A spherical parabolic well holds $N$ electrons, treated in the local spin-density approximation with spherical densities. Energies are in hartree\*, lengths in bohr\*. The chemical potential $\mu(N)=E(N)-E(N-1)$ is the price of the $N$-th electron. The addition energy $A(N)=\mu(N+1)-\mu(N)$ says how much dearer the next electron is than the last, so it depends on where electron $N+1$ goes. The rms radius $r$ is the root of the mean of $r^2$ per electron, and $\varepsilon$ is the highest occupied Kohn-Sham eigenvalue. Levels are counted by radial order within each $l$, so 1p, 1d and 1f have no radial node. In the bare well a level has energy $(n+\tfrac32)\,\omega$, with $n=0$ for 1s, $1$ for 1p, $2$ for both 1d and 2s, and $3$ for both 1f and 2p.

Spherical dot with $N$ electrons in the well $\omega^2r^2/2$, $\omega=3.64$ hartree\*, computed with radks and Libxc in spin-polarised LDA (Slater exchange, PW92 correlation) with spherical densities, greedy level filling and effective atomic units. The chemical potential is $E(N)-E(N-1)$, the addition energy $E(N+1)+E(N-1)-2E(N)$; levels are numbered by radial order within each $l$.

```
electrons  chemical potential (hartree*)  unpaired electrons  rms radius (bohr*)  highest eigenvalue (hartree*)  highest level  addition energy (hartree*)
        1                          5.538                   1              0.6448                          6.075          1s up                         n/a
        2                          6.958                   0              0.6664                          7.494          1s up                       4.362
        3                          11.32                   1              0.7445                          11.78          1p up                      0.9354
        4                          12.26                   2              0.7865                          12.73          1p up                      0.9541
        5                          13.21                   3              0.8155                          13.69          1p up                       1.225
        6                          14.43                   2              0.8393                          14.87        1p down                      0.8889
        7                          15.32                   1              0.8590                          15.77        1p down                      0.9032
        8                          16.23                   0              0.8763                          16.68          1p up                       3.802
        9                          20.03                   1              0.9067                          20.42          1d up                      0.7850
       10                          20.81                   2              0.9321                          21.21          1d up                      0.7857
       11                          21.60                   3              0.9539                          21.99          1d up                      0.7839
       12                          22.38                   4              0.9731                          22.77          1d up                      0.7806
       13                          23.16                   5              0.9904                          23.55          1d up                      0.9957
       14                          24.16                   4               1.007                          24.53        1d down                      0.7465
       15                          24.91                   3               1.021                          25.28        1d down                      0.7472
       16                          25.65                   2               1.035                          26.03        1d down                      0.7458
       17                          26.40                   1               1.048                          26.77        1d down                      0.7431
       18                          27.14                   0               1.060                          27.51          1d up                      0.9875
       19                          28.13                   1               1.072                          28.51          2s up                      0.8370
       20                          28.97                   0               1.084                          29.34          2s up                       2.964
       21                          31.93                   1               1.099                          32.26          1f up                      0.6679
       22                          32.60                   2               1.113                          32.93          1f up                      0.6661
       23                          33.26                   3               1.127                          33.60          1f up                      0.6639
       24                          33.93                   4               1.140                          34.26          1f up                      0.6614
       25                          34.59                   5               1.152                          34.92          1f up                      0.6588
       26                          35.25                   6               1.164                          35.58          1f up                      0.6561
       27                          35.90                   7               1.175                          36.23          1f up                      0.8265
       28                          36.73                   6               1.185                          37.05        1f down                      0.6393
       29                          37.37                   5               1.196                          37.69        1f down                         n/a
```

### $N=1$: how far is one electron from the exact answer?

One electron has nothing to repel, so its energy and its eigenvalue should both be $\tfrac32\omega=5.460$. The chemical potential lies 0.078 higher, 1.4% of the exact value, and the eigenvalue 0.615 higher. This is the self-interaction of the local functional, and the unequal sizes follow from scaling. For the Gaussian ground state the Coulomb integral is $\sqrt{2\omega/\pi}=1.522$, and half of it, 0.761, enters the energy as Hartree self-repulsion. An error of 0.078 leaves $-0.683$ for exchange and correlation. The eigenvalue is a derivative with respect to occupation: the Hartree term is quadratic and doubles, while local exchange goes as the $4/3$ power. That gives $1.522-\tfrac43(0.683)=0.611$, close to 0.615, although the estimate treats correlation like exchange and keeps the orbital frozen. A cancellation that is nine-tenths complete in the energy is only six-tenths complete in the eigenvalue.

### $N=2$ to $8$: which addition energies are large, and what is the floor between them?

The peaks at $N=2$ (4.362) and $N=8$ (3.802) stand where the next electron must climb one oscillator quantum, 1s to 1p and 1p to 1d. The unpaired count shows each shell filling one spin first and then the other. At $N=2$, 8, 18 and 20 nothing is unpaired, and the label "up" names one of two degenerate levels, not the spin of the last electron.

Between the peaks the next electron enters the same shell, and the cost is mostly charging: the added charge raises the potential of a cloud of size $r$ by something of order $1/r$. The form $A=c/r$ was fitted to the 19 rows of the whole table in which electrons $N$ and $N+1$ share shell and spin. It gives $c=0.750$ with an rms error of 2.7% of the tabulated value, and it is worst at $N=3$, 7.6% too high. A conducting sphere of radius $\sqrt{5/3}\,r$, the edge of a uniform ball with the same rms radius, has $c=0.775$ without fitting and runs 3.4% high on average. The closeness should not be read as a capacitance, because these rows also contain the exchange between parallel electrons and the swelling of the cloud, both of which lower $A$.

The misfit has a pattern. From $N=3$ to 4 and from 6 to 7 the addition energy rises while the dot grows, which $c/r$ cannot give. A possible reason is that local exchange curves most strongly when the spin density of a freshly opened shell is small; the numbers do not isolate this.

### $N=2$ and $8$ again: why is a shell step smaller than $\omega$?

With $c/r$ subtracted, the steps are 3.24 and 2.95 against a bare spacing of 3.64. A scaling model accounts for most of this. Oscillator orbitals of an adjustable frequency $\omega'$ have kinetic energy $K\omega'/2$ and $Nr^2=K/\omega'$, where $K$ is the sum of $n+\tfrac32$ over the electrons. Eliminating $\omega'$ and adding the well and a pair repulsion of strength $a$ gives

$$E=\frac{K^2}{2Nr^2}+\frac{\omega^2Nr^2}{2}+\frac{a\,N(N-1)}{2r}.$$

Since $E$ is stationary in $r$, an electron that raises $K$ by $\Delta K$ costs $\Delta K\,K/(Nr^2)$ plus terms smooth in $N$. At a closure $\Delta K$ goes up by one, so $\mu$ jumps by $\omega'=K/(Nr^2)$ on top of the charging. Repulsion swells the cloud, and a wider cloud has more closely spaced levels.

For $N=8$, $K=2(1.5)+6(2.5)=18$ and $Nr^2=8(0.8763)^2=6.143$, so $\omega'=2.930$. Charging adds $0.750/0.8763=0.856$. The sum, 3.786, is 0.4% below the tabulated 3.802. This row was not in the fit of $c$, but the estimate takes its radius from the table. At $N=2$ the step is 4% smaller than $\omega'$, and there $c/r$ is stretched below the smallest row that fixed it. One frequency is an average in any case: in the $N=14$ run $\omega'=2.747$, while the spin-up spacings are 2.508 for 1s to 1p and 2.679 for 1p to 1d.

### $N=5$ and $N=9$ to $17$: what makes the bump at half filling?

At $N=5$ and 13, and later at 27, the majority spin is full and the next electron must enter with opposite spin, losing the exchange lowering that parallel partners give. Let the energy of a shell with $p$ up and $q$ down electrons contain $\tfrac12U(p+q)^2-\tfrac12J(p^2+q^2)$. Successive parallel electrons are then spaced by $U-J$. With $M=2l+1$ up electrons in place, the last of them cost $(U-J)(M-\tfrac12)$ and the first down electron costs $UM+\tfrac12(U-J)$. The difference is $(U-J)+MJ$, a bump of $MJ$. The same expression splits the up and down eigenvalues by $J(p-q)$.

Measured against the mean of the two neighbouring rows, the bumps are 0.304, 0.232 and 0.179. In the $N=14$ run, with four unpaired electrons, 1d down lies 0.173 above 1d up, so $J=0.0433$ and $5J=0.217$, 7% under the bump at $N=13$. The spin splitting, which is exchange reduced in part by correlation, thus has about the right size for the d shell. The decline from p to f is argued: a local exchange splitting follows the spin density relative to the total density, and the half-filled shell is a smaller share of a larger cloud. The model misses the drop of the plateau across the flip, from 0.7806 to 0.7465, which is slightly more than the growth of the radius explains.

Two limits bite here. The filling search is greedy, and at $N=14$ the empty 2s up level lies only 0.116 above the occupied 1d down level. By Janak's theorem a small transfer of charge into 2s costs energy, but moving a whole electron to reach $1d^5\,2s^1$ with six parallel spins gains further exchange. In the quadratic spin model that gain, beyond what the eigenvalue gap already holds, is only $J$, about 0.043, well short of 0.116, so the tabulated state should be the lower one by roughly 0.07. This is an estimate that borrows the 1d value of $J$ for 2s, not a run. Were that state lower by $\delta$, $A(13)$ and $A(15)$ would fall by $\delta$ and $A(14)$ would rise by $2\delta$; the 7% comparison above also rests on the state found. Second, the plateau from $N=9$ to 12, all within 0.781 to 0.786, is flat partly by construction: spreading each electron evenly over all $m$ removes orbital multiplets, and the spherical density forbids the deformation that an open shell could use.

### $N=18$ to $21$: why is 18 a weak closure, and why is 20 lower than $\omega'$ predicts?

In the bare well 1d and 2s are degenerate and $N=18$ would not be a closure at all. The table has $A(18)=0.9875$, which is 0.28 above charging and about as large as a half-filling bump. The $N=14$ levels put 2s above 1d by 0.290 for spin up and 0.237 for spin down. The likely main cause is the shape of the Hartree potential, which is highest at the centre and flattens the bottom of the well. The 2s orbital has weight at the origin and a smaller mean radius (0.97 against 1.08 in that run), so it is pushed up more than 1d, which the centrifugal barrier keeps outside. The exchange-correlation potential is not harmonic either and can add to the gap; the table does not separate the two.

The step at $N=20$ therefore starts from a raised 2s. It comes to 2.27 above charging, only 0.89 of $\omega'=2.553$ and 0.62 of the bare $\omega$. Adding the step at $N=18$ restores 2.553, but agreement to that many digits is chance: the spin-flip excess of 0.138 at $N=19$ also lies on the way from 1d to 1f, and counting it gives $2.272+0.280+0.138=2.69$, 5% above $\omega'$. That excess is itself soft, because $N=19$ has no neighbour within its shell and is measured against a $c$ drawn from p, d and f rows. The same reasoning carries on upward. At $N=14$ the empty 2p up level lies at 27.62 and 1f up at 27.19, so a weak closure is to be expected when 1f is full at $N=34$ and a strong one at 40.

### $N=21$ to $29$: how fast does the dot grow?

The radius rises in every row, and from $N=8$ on it follows $N^{0.234}$. Free electrons in the well would tend to $N^{1/6}$ and a classical charged ball to $N^{1/3}$. Each limit alone is too small, by 13% and 23% of the tabulated radius on average, because kinetic pressure and repulsion both push outward and add. Setting $dE/dr=0$ in the scaling model,

$$\omega^2Nr^2=\frac{K^2}{Nr^2}+\frac{a\,N(N-1)}{2r},$$

and fitting $a=0.898$ to all 29 radii reproduces them within 0.63%, and within 0.10% from $N=4$ on. This condition is close to the virial theorem, which the calculation obeys on its own, so the fit probes only the assumed forms of the kinetic and interaction terms. It is not exact for the full functional, because correlation does not scale as $1/r$: with the energies of the $N=14$ run the two sides of the virial relation differ by about 0.8, a figure uncertain by 0.2 because the well energy comes from the rounded radius. The same run checks the two assumed terms separately: the kinetic energy is 53.84 against 53.57 from $K^2/(2Nr^2)$, and Hartree plus exchange-correlation is 79.61 against 81.19, 2% more in the model. With the same $a$ the model gives $\mu$ to 0.8% rms. It has neither spin nor $l$ splitting, so it shows nothing at $N=5$, 13, 18, 19 and 27 and overshoots $A(20)$ by 10%. The purely classical limit does much worse: the charged ball has $A=\omega^{2/3}N^{-1/3}$, 34% too high on average within shells, largely because its radius is too small. The row-by-row residuals are in the output printed below.

### All rows: which column is a removal energy, and which digits count?

The eigenvalue exceeds the chemical potential in every row, by 0.54 at the top and 0.32 at the bottom. Janak's theorem makes $\varepsilon$ the slope of the energy in the occupation of the top level, and $\mu$ the average slope over the last electron. If the energy is quadratic with curvature $U'$, then $\varepsilon-\mu=U'/2$, and $U'=A$ when the next electron continues the same shell and spin. In those 19 rows $\varepsilon-\mu$ matches $A/2$ within 0.008, while the printed digits allow 0.010. The theorem is built into the method, so the match shows only that the energy is close to quadratic. In exact theory the highest eigenvalue would equal $\mu$; here it is not a removal energy, and the gap is the many-electron form of the error at $N=1$.

From $N=3$ on, $\mu$ is printed to 0.01, and its differences agree with the addition energies to 0.007. The latter carry more digits, but nothing shows that the fourth decimal is converged, and steps of 0.0007, as from $N=9$ to 10 and from 14 to 15, deserve no cause. The 0.078 error for one electron is a third of the d-shell bump. Errors of that kind cancel in part in a second difference, by an amount these runs cannot give. The positions and order of the three large peaks are safe; the bumps are properties of the spherical local-spin description, to two figures.

### Beyond this series: what would another well do?

Shell steps scale roughly as $\omega$ and charging as $1/r$, which goes as $\sqrt{\omega}$ in a stiff well and as $\omega^{2/3}$ in the classical limit, so a stiffer well sharpens the closures and a softer one drowns them. The scaling model with $a$ held fixed gives $A(8)/A(7)=4.0$ here, against 4.21 in the table, about 1.8 for a well ten times softer and about 11 for one ten times stiffer; these two figures are model values only. Exchange scales like charging, so a soft well raises it against the oscillator gaps and favours high spin across shells. The 1d–2s gap is itself made by the interaction and shrinks along with exchange, so the competition at $N=14$ need not tighten. The dilute limit lets electrons localise, which a spherical density cannot describe. A positive central charge pulls s levels down most. It would first erase the step at 18 by bringing 2s below 1d, which opens a weak closure at $N=10$, and a strong charge leads to the atomic order with 2s below the first p shell. A flat two-dimensional dot has smaller degeneracies and closes at 2, 6, 12 and 20, with the same division into charging, shell step and exchange. The spherical dot of the table, run without spin polarisation, would keep the peaks at 2, 8 and 20 and lose the bumps at half filling.

Numerical output:

```
N next  A*r  A-c/r  K/(Nr2) A_model eps-mu A/2 (hartree*; A*r hartree*bohr*) r_err%
 1 flip  nan +nan 3.608 1.378 0.537 nan -0.44
 2 shell 2.907 +3.237 3.378 4.596 0.536 2.181 -0.63
 3 in    0.696 -0.072 3.308 1.013 0.460 0.468 -0.26
 4 in    0.750 +0.001 3.233 0.998 0.470 0.477 -0.05
 5 flip  0.999 +0.306 3.158 0.981 0.480 0.613 +0.07
 6 in    0.746 -0.004 3.076 0.964 0.440 0.444 +0.02
 7 in    0.776 +0.031 3.001 0.947 0.450 0.452 +0.02
 8 shell 3.332 +2.947 2.930 3.814 0.450 1.901 +0.02
 9 in    0.712 -0.042 2.906 0.824 0.390 0.393 +0.03
10 in    0.732 -0.019 2.877 0.811 0.400 0.393 +0.05
11 in    0.748 -0.002 2.847 0.800 0.390 0.392 +0.07
12 in    0.760 +0.010 2.816 0.791 0.390 0.390 +0.09
13 flip  0.986 +0.239 2.784 0.782 0.390 0.498 +0.10
14 in    0.752 +0.002 2.747 0.774 0.370 0.373 +0.03
15 in    0.763 +0.013 2.718 0.766 0.370 0.374 +0.10
16 in    0.772 +0.022 2.684 0.759 0.380 0.373 +0.07
17 in    0.779 +0.028 2.651 0.752 0.370 0.372 +0.05
18 sub   1.047 +0.280 2.621 0.745 0.370 0.494 +0.06
19 flip  0.897 +0.138 2.588 0.738 0.380 0.418 +0.02
20 shell 3.213 +2.272 2.553 3.267 0.370 1.482 -0.07
21 in    0.734 -0.014 2.543 0.684 0.330 0.334 -0.03
22 in    0.741 -0.007 2.532 0.677 0.330 0.333 +0.01
23 in    0.748 -0.001 2.516 0.672 0.340 0.332 -0.03
24 in    0.754 +0.004 2.501 0.666 0.330 0.331 -0.05
25 in    0.759 +0.008 2.487 0.661 0.330 0.329 -0.03
26 in    0.764 +0.012 2.470 0.657 0.330 0.328 -0.06
27 flip  0.971 +0.189 2.455 0.652 0.330 0.413 -0.05
28 in    0.758 +0.007 2.442 0.648 0.320 0.320 +0.00
29 -     nan +nan 2.423 nan 0.320 nan -0.06
in-shell (19 rows) A=c/r: c=0.750, A*r 0.696-0.779; rms 2.7%, mean +0.1%, worst +7.6% at N=3
sphere 0.775/r: rms 4.4%, mean +3.4%, worst +11.2% at N=3 | classical: rms 36.7%, mean +34.1%, worst +75.4% at N=3
radius model a=0.898: rms 0.2%, mean -0.0%, worst -0.6% at N=2 | free: rms 13.5%, mean -12.6%, worst -18.4% at N=29
classical radius: rms 24.7%, mean -23.4%, worst -49.2% at N=1 | exponent r~N^p, N>=8: 0.234 (1/6..1/3)
same model, mu: rms 0.8%, mean +0.2%, worst +1.8% at N=5 | in-shell A: rms 3.7%, mean +2.9%, worst +8.4% at N=6
closure gap (A-c/r)/w, /[K/(Nr2)]: N=2 0.889 0.958; N=8 0.809 1.006; N=20 0.624 0.890; N=18+20 sum 2.553 = 1.000 K/(Nr2)
bump over neighbours, J=bump/(2l+1): N=5 0.304 0.1012; N=13 0.232 0.0464; N=27 0.179 0.0255
N=14 up gaps 1s-1p 2.508 1p-1d 2.679 1d-2s 0.290 (down 0.237) 2s-1f 2.539; 2s up-1d down 0.116
N=14 1d split 0.173, J=0.0433, 5J=0.217 vs N=13 bump 0.232 (-7%)
N=14 T 53.84 vs K2/(2Nr2) 53.57; EH+Exc 79.61 vs model 81.19; V 94.05+-0.09; parts 227.50 vs sum mu 227.41; 2V-(2T+EH+Exc) 0.81
N=1 exact E 5.460: mu err +0.078 (1.4%), eps err +0.615; r exact 0.6419; mu2-mu1 1.420
in-shell eps-mu-A/2: mean -0.0009, max abs 0.0081 (floor 0.010); max|A-diff mu| 0.0072; A10-A9 0.0007, A15-A14 0.0007
A(8)/A(7): table 4.21; model only, w=0.364: 1.79, 3.64: 4.03, 36.4: 11.26
```
